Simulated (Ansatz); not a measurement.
**A substitution series on Ge: NH2 to F**

Gas-phase molecules. On one Ge centre, n of the NH2 ligands are replaced by F. The atomisation energy (no zero-point term) y in kJ/mol at CCSD(T)/def2-TZVPP. Shapes: PBE0-D4/def2-TZVP. Flexible molecules stand in one conformer, not always the lowest. Programs: Ansatz 0.2.0.

```
  molecule  n  y (kJ/mol)
  Ge(NH2)4  0        4238
 Ge(NH2)3F  1        3671
Ge(NH2)2F2  2           ?
 Ge(NH2)F3  3        2496
      GeF4  4        1888
```

**Question.** Fit y = c + s·n to the known rows and predict Ge(NH2)2F2.

**Answer.** 
1. Means of the 4 rows: n = 2.00000, y = 3073.2.
2. Σ(Δn)² = 10, Σ(Δn·Δy) = -5875, so the slope is -5875/10 = -587.5.
3. Intercept: 3073.2 − (-587.5) × 2.00000 = 4248.2. The largest residual of the fit is 10.
4. Ge(NH2)2F2: 4248.2 + (-587.5) × 2 = 3073 kJ/mol.

The run gave 3095 kJ/mol, so the prediction is off by -22 kJ/mol, more than the largest residual. The steps per swap are -567, -576, -599, -608 kJ/mol. The slope is the difference between a Ge–F and a Ge–NH2 bond with the ligands’ own bonds. Other levels give for Ge(NH2)2F2: HF/def2-SVP 2067; HF/def2-TZVPP 2104; MP2/def2-TZVPP 3180 kJ/mol. Coupled cluster in double- or triple-zeta sets underbinds by a few per cent against its basis-set limit. Relativity is left out for Ge. Outer-core shells of Ge are correlated, in sets that cover them unevenly.

The fall in atomisation energy with fluorination does not mean that Ge–F bonds are weak. Ge–F is stronger than Ge–N, but each swap also removes the N–H bonds of an amino group, and that loss outweighs the gain at germanium. The missed prediction reflects real curvature in the computed series: every successive swap costs more, from -567 to -608 kJ/mol, so the mixed molecules lie above the line joining the two end members. Ligand redistribution from Ge(NH2)4 and GeF4 to the mixed compounds is therefore electronically downhill. The likely reason is a donor–acceptor match: fluorine makes germanium more positive and lowers the Ge–F σ* orbitals, which strengthens the polar Ge–N bonds and favours donation from the nitrogen lone pairs. The much lower Hartree–Fock values show how much of the binding comes from electron correlation, chiefly the pairing of electrons in the bonds. The totals alone cannot separate stronger Ge–N bonding from changes in the Ge–F bonds.
